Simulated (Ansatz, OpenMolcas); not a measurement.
# A ladder of methods for GeNH4Cl (SMILES [NH2][GeH2][Cl])

The species is GeNH4Cl (7 atoms), meant as a singlet with charge 0. As SMILES, `[NH2][GeH2][Cl]`. Geometry: relaxed at PBE0-D4/def2-TZVP. This is one conformer, not always the lowest.

```jsonl
{"atom": "N", "x (Å)": "-0.7929", "y (Å)": "0.5155", "z (Å)": "-0.7227"}
{"atom": "Ge", "x (Å)": "0.5799", "y (Å)": "0.0033", "z (Å)": "0.3532"}
{"atom": "Cl", "x (Å)": "0.3945", "y (Å)": "-2.0546", "z (Å)": "1.0345"}
{"atom": "H", "x (Å)": "-1.7009", "y (Å)": "0.5268", "z (Å)": "-0.2796"}
{"atom": "H", "x (Å)": "-0.8589", "y (Å)": "0.0147", "z (Å)": "-1.5977"}
{"atom": "H", "x (Å)": "0.5593", "y (Å)": "0.8649", "z (Å)": "1.6172"}
{"atom": "H", "x (Å)": "1.8802", "y (Å)": "0.0613", "z (Å)": "-0.4506"}
```

Each level gives the energy change with the Ge2–H7 bond stretched from 1.530 to 2.295 Å (eV). The values are calculated.

```csv
level,kind,program,value (eV),CPU time (all runs)
PBE/cc-pVDZ (restricted),GGA,Ansatz,1.78,13 s
r2SCAN/cc-pVDZ (restricted),meta-GGA,Ansatz,1.96,29 s
B3LYP/cc-pVDZ (restricted),global hybrid,Ansatz,1.91,17 s
CAM-B3LYP/cc-pVDZ (restricted),range-separated hybrid,Ansatz,2.06,18 s
PBE-QIDH/cc-pVDZ (restricted),double hybrid,Ansatz,2.19,22 s
RPA@PBE/cc-pVDZ (restricted),RPA,Ansatz,1.94,21 s
RPA@PBE0/cc-pVDZ (restricted),RPA,Ansatz,2.04,25 s
MP2/cc-pVDZ (restricted),perturbation theory,OpenMolcas,2.16,11 s
BCCD(T)/cc-pVDZ (restricted),coupled cluster or CI,Ansatz,1.96,41 s
```

All-electron rows without a relativistic Hamiltonian named are non-relativistic. The first shape isn't each level's own minimum. The values span 1.78 to 2.19 eV. In the correlated wave-function rows the outer d shell of Ge is correlated, in sets not made for it. In so small a basis fixed costs decide the times, and correlated methods can beat functionals. Times are those of the runs behind each value, whatever else they computed, on shared processors of several kinds: orders of magnitude only.

Stretching the Ge–H bond costs 1.96 eV with BCCD(T). r2SCAN gives the same value, and RPA@PBE and B3LYP lie just below it. PBE makes the stretch too easy at 1.78 eV, while MP2 and PBE-QIDH make it too costly at 2.16 and 2.19 eV. The energy rises because the overlap between the germanium hybrid and hydrogen 1s weakens. The σ–σ* gap narrows at the same time, so left–right correlation matters more in the stretched bond than at the starting geometry. The spread probably reflects how unevenly the methods capture this growing correlation, with a larger share of exact exchange tending to penalise the stretched closed-shell configuration. r2SCAN breaks any simple ordering by exact exchange, since it has none yet lies above B3LYP. RPA also depends on its starting orbitals, and those from PBE bring it closer to the coupled-cluster value than those from PBE0. The bond is only partly broken at this length, so these energies are not dissociation energies, and the ranking need not carry over to separated fragments.
